Q: In my plasma model for silicon nitride, hydrogen atoms strip hydrogen from the nitrogen of aminosilane, H₂N–SiH₃. Every functional I try gives a different barrier. How serious is that?

A: The best value for the barrier is close to 18 kcal/mol, and the functionals without exact exchange fall short of it by 6 to 11. At 600 K, a temperature I assume for your reactor, the thermal energy RT is about 1.2 kcal/mol. PBE, which lies 7.7 too low, would then make the step too fast by exp(7.7/1.2), a factor of about 600. With wB97M-V the same reckoning gives a factor of about 4. Both factors take the prefactor, zero-point energy and tunnelling as unchanged. They also use barriers counted from the complex of the two partners, which should be weakly bound and lie close to the separated partners.

H + H₂N–SiH₃ → H₂ + HN–SiH₃ (doublet, gas phase), from complex to complex: electronic energies from Ansatz 0.2.0, unrestricted, def2-TZVPP basis, PBE0-D4/def2-TZVP structures, with frozen cores in the correlated wave-function methods. The reference is CCSD(T) at the basis-set limit, with a barrier of 17.78 and a step energy of 8.43 kcal/mol.

```
      method            class  exact exchange, short range (%)  exact exchange, long range (%)  barrier (kcal/mol)  barrier less reference (kcal/mol)  reverse barrier (kcal/mol)  step energy (kcal/mol)
       SPW92              LDA                                0                               0                8.33                              -9.45                       -6.54                   14.87
      PBE-D4              GGA                                0                               0               10.07                              -7.71                        1.83                    8.24
     BLYP-D4              GGA                                0                               0                6.96                             -10.82                        4.04                    2.91
   r2SCAN-D4         meta-GGA                                0                               0                9.65                              -8.13                        4.63                    5.02
      B97M-V         meta-GGA                                0                               0               12.17                              -5.61                        6.58                    5.59
     PBE0-D4    global hybrid                               25                              25               14.20                              -3.58                        5.31                    8.89
    B3LYP-D4    global hybrid                               20                              20               10.56                              -7.22                        6.34                    4.22
  r2SCAN0-D4    global hybrid                               25                              25               12.61                              -5.17                        7.10                    5.51
    BHLYP-D4    global hybrid                               50                              50               14.60                              -3.18                       10.44                    4.16
CAM-B3LYP-D4  range-separated                               19                              65               13.61                              -4.17                        7.01                    6.60
     wB97X-V  range-separated                               17                             100               16.14                              -1.64                        8.47                    7.67
     wB97M-V  range-separated                               15                             100               16.20                              -1.58                        8.54                    7.66
      B2PLYP    double hybrid                               53                              53               15.04                              -2.74                        8.20                    6.84
    PBE-QIDH    double hybrid                               69                              69               19.32                               1.54                        8.47                   10.85
  RPA on PBE              RPA                              n/a                             n/a               14.72                              -3.06                       10.27                    4.45
          HF     Hartree-Fock                              100                             100               25.00                               7.22                       21.68                    3.32
         MP2    wave function                              n/a                             n/a               25.00                               7.22                       10.14                   14.85
        CCSD    wave function                              n/a                             n/a               17.55                              -0.23                       11.43                    6.13
     CCSD(T)    wave function                              n/a                             n/a               17.02                              -0.76                        9.90                    7.12
```

Q: These functionals are good enough for ordinary molecules. Why do they fail here?

A: PBE is the clearest case, because it gets the energy difference between start and end right to 0.2 kcal/mol. Almost its whole barrier error must therefore come from placing the transition state too low relative to both ends. There the moving hydrogen is about 1.4 Å from nitrogen and 0.9 Å from the other hydrogen. One bond is half broken, the other is nearly made, and the electrons involved are spread over three atoms.

Theory explains why such a spread state comes out too low. Take the limit of one electron and two distant protons: the energy should be the same whether the electron sits on one proton or is shared equally. An electron does not repel itself, so exchange must cancel its apparent self-repulsion exactly. Semilocal exchange, which knows only the density and its local variation, cancels too much when the electron is shared. This is the delocalisation error, and it favours the transition state over the ends, where the electrons sit in ordinary bonds or on one atom.

Q: Then exact exchange, taken from Hartree–Fock theory, should cure it. But PBE0 with 25 % and BHLYP with 50 % give nearly the same barrier. Where did the second 25 % go?

A: It did its work, but a second error hides it. Call the forward barrier F, the reverse barrier R and the step energy S, which is the energy of the end less that of the start. Start and end are here the complexes of the two partners, not the separated molecules. Then S = F − R. With the mean of the two barriers, M = (F + R)/2, it follows that

F = M + S/2

M is the height of the transition state above the midpoint of the two ends. If the step were thermoneutral, M would be the barrier itself. An error in F is therefore the error in M plus half the error in S.

BHLYP has an M almost 3 kcal/mol above that of PBE0 and only 1 below the reference. Its step energy, however, is 4.3 too low, and half of that comes off the forward barrier. PBE0 has a good step energy and a transition state that is still too low. The two barriers agree for different reasons.

Q: Is half the step error a law of nature?

A: The identity is exact, but measuring from the midpoint is a choice. This transition state is late, meaning that it looks more like the end than the start. An error in the energy of the end probably carries over to it by somewhat more than half. The extreme case is to measure from the end itself, which is the error of the reverse barrier. PBE then stays 7.5 too low, so the low transition state of the semilocal functionals does not depend on the choice. Small errors in M beside a large step error do depend on it: from the end, BHLYP is 1.1 and RPA 0.9 too high, and PBE-QIDH 0.9 too low. An error of about 1 in M should be read as near zero, with its sign open.

Q: What does exact exchange do to each of the two parts?

A: Three pairs of functionals show it: PBE and PBE0, r2SCAN and r2SCAN0, BLYP and BHLYP. In each pair, exact exchange raises M between five and six times as much as it raises S. Every 10 % of exact exchange lifts M by roughly 1 to 1.5 kcal/mol. The dispersion correction is also readjusted within each pair, so the shift does not belong to exchange down to the last tenth.

This is the pattern that the delocalisation error should leave. The ends hold their electrons in ordinary places, and in these three pairs adding exact exchange moves their difference little. The transition state shares its electrons and responds strongly. The step energy is largely inherited from the semilocal functional on which the hybrid is built: close to the reference for PBE and PBE0, too low for BLYP and its relatives.

Q: My model also needs the reverse reaction. Does the split matter there?

A: It matters a great deal, because the rate depends on F and the equilibrium on S. PBE gives a sound electronic contribution to the equilibrium and a forward rate that is hundreds of times too fast. BHLYP has a smaller forward error, but its step energy shifts the equilibrium by exp(4.3/1.2), a factor of about 36 at the same 600 K. A functional chosen for its forward barrier alone can thus spoil the balance between abstraction and its reverse.

Q: Can I use this to guess a functional that I have not run?

A: Within one family, yes. Take B3LYP, with 20 % exact exchange, and treat it as lying two fifths of the way from BLYP to BHLYP. The estimate uses only those two rows, in kcal/mol:

M = 5.50 + 0.4 × 7.02 = 8.3
S = 2.91 + 0.4 × 1.25 = 3.4
F = 8.3 + 3.4/2 = 10.0

The calculated B3LYP barrier is 10.56, so the estimate is about 0.5 too low. That is a fair result, since B3LYP also mixes its semilocal parts differently. About 0.4 of the miss comes from S, which is 4.22 in B3LYP and so already above the BHLYP value.

The line does not lead to Hartree–Fock, because it keeps the correlation part of BLYP. Carried on to 100 % exact exchange, the same line gives M = 5.50 + 2 × 7.02 = 19.5, whereas Hartree–Fock gives 23.3. Hartree–Fock has no self-repulsion left to cancel, but it has also lost all electron correlation, the energy that electrons gain by avoiding one another. Correlation helps the crowded, half-broken bonds of the transition state more than it helps the ends on average. A hybrid works between two limits that err in opposite directions.

Q: The LDA is the crudest functional here. Why is its barrier not the lowest?

A: Its transition state is in fact the worst placed: M is only 0.9 kcal/mol, the lowest of all the methods. But the LDA makes the step energy 6.4 too high, and half of this props up the forward barrier. LDA is known to overbind, and here it presumably overbinds the N–H bond that is lost more than the H–H bond that is gained. BLYP has a higher M, yet its step energy is too low, so its two errors add and it ends at the bottom.

The reverse barrier shows what has happened. In the LDA it is negative, which no true barrier between a minimum and a saddle point can be. The structure is the PBE0 transition state, and on the LDA energy surface that point simply lies below the end complex.

Q: B97M-V has no exact exchange at all, yet it beats B3LYP. Does that contradict you?

A: It limits the claim. Exact exchange is a dependable way to raise the transition state within a family, but it is not the only way. B97M-V has a flexible semilocal form with parameters adjusted to reference energies, and its M is about 1 kcal/mol above that of B3LYP. Its step energy is also less far off, which adds another 0.7 to the forward barrier.

The range-separated functionals show that a single percentage is not enough either. CAM-B3LYP has nearly the same share of exact exchange as B3LYP between close electrons, but 65 % instead of 20 % between distant ones. Its M is higher by about 2 kcal/mol, but its step energy is higher by 2.4, and its reverse barrier rises by only 0.7. This pair does not follow the pattern of the global hybrids: range separation moves the ends against each other as well, and part of the better forward barrier is a better step energy.

Q: Hartree–Fock and MP2 both give 25.00. Does MP2 correlation do nothing?

A: It does a lot, but not to this difference. From Hartree–Fock to MP2 the step energy rises by 11.5 kcal/mol while the forward barrier stands still. Second-order correlation lowers the start and the transition state equally, and the end by much less. Hartree–Fock reaches 25.00 with a transition state far too high and a step energy too low; in MP2 both M and the step energy are too high, although its reverse barrier is only 0.8 above the reference, so the start lies too low against the transition state and the end alike.

Part of the high MP2 step energy has a known cause. MP2 recovers too little of the correlation between the two electrons of H₂, so the end, which contains the new H₂ molecule, lies too high. The barrier itself may suffer from spin contamination of the Hartree–Fock starting point, which can raise MP2 energies where bonds are half broken, though I have not tested that here. CCSD, which treats the pair in H₂ exactly within the basis and depends less on the starting orbitals, brings the barrier down by 7.5 kcal/mol.

Q: Do the double hybrids, which contain some MP2 correlation, inherit this?

A: B2PLYP shows a shift in that direction. It has about as much exact exchange as BHLYP, but its step energy is almost 3 kcal/mol higher. PBE-QIDH places the transition state within 0.4 of the reference height, yet its step energy is 2.4 too high. Much of that may come from exact exchange rather than from MP2, since the line from PBE to PBE0, carried on to 69 %, already gives S = 10.0. PBE-QIDH is the only density functional here whose forward barrier is above the reference, and half the step error supplies most of that excess, 1.2 of 1.5 kcal/mol. RPA shows the opposite case: its transition state is only about 1 too low, and most of its barrier error comes from a step energy that is 4 too low.

Q: One last puzzle. CCSD is closer to the reference than CCSD(T), although it is the simpler method. Should I trust it more?

A: No. The reference is CCSD(T) at the basis-set limit, while both of these rows use a finite basis. CCSD(T) itself misses the reference barrier by 0.8 kcal/mol in that basis, and most of the miss comes from the step energy. Its M agrees to about 0.1.

CCSD puts M about 0.9 too high and the step energy 2.3 too low, and the two errors nearly cancel in the forward barrier. In the same basis, adding the triple excitations lowers M by 1.0 and raises the step energy by 1.0. The forward barrier alone shows only half of that change. The reverse barrier exposes it: CCSD is 2.1 kcal/mol above the reference value of 9.35, and CCSD(T) only about 0.6.

The reference has a limit of its own. CCSD(T) builds on a single electron configuration, and such methods fail when bonds are stretched far. Here the bonds are only partly stretched, and the triple excitations move M and the step energy by no more than about 1 kcal/mol, which suggests that the danger is small. No multireference calculation in the table tests it.
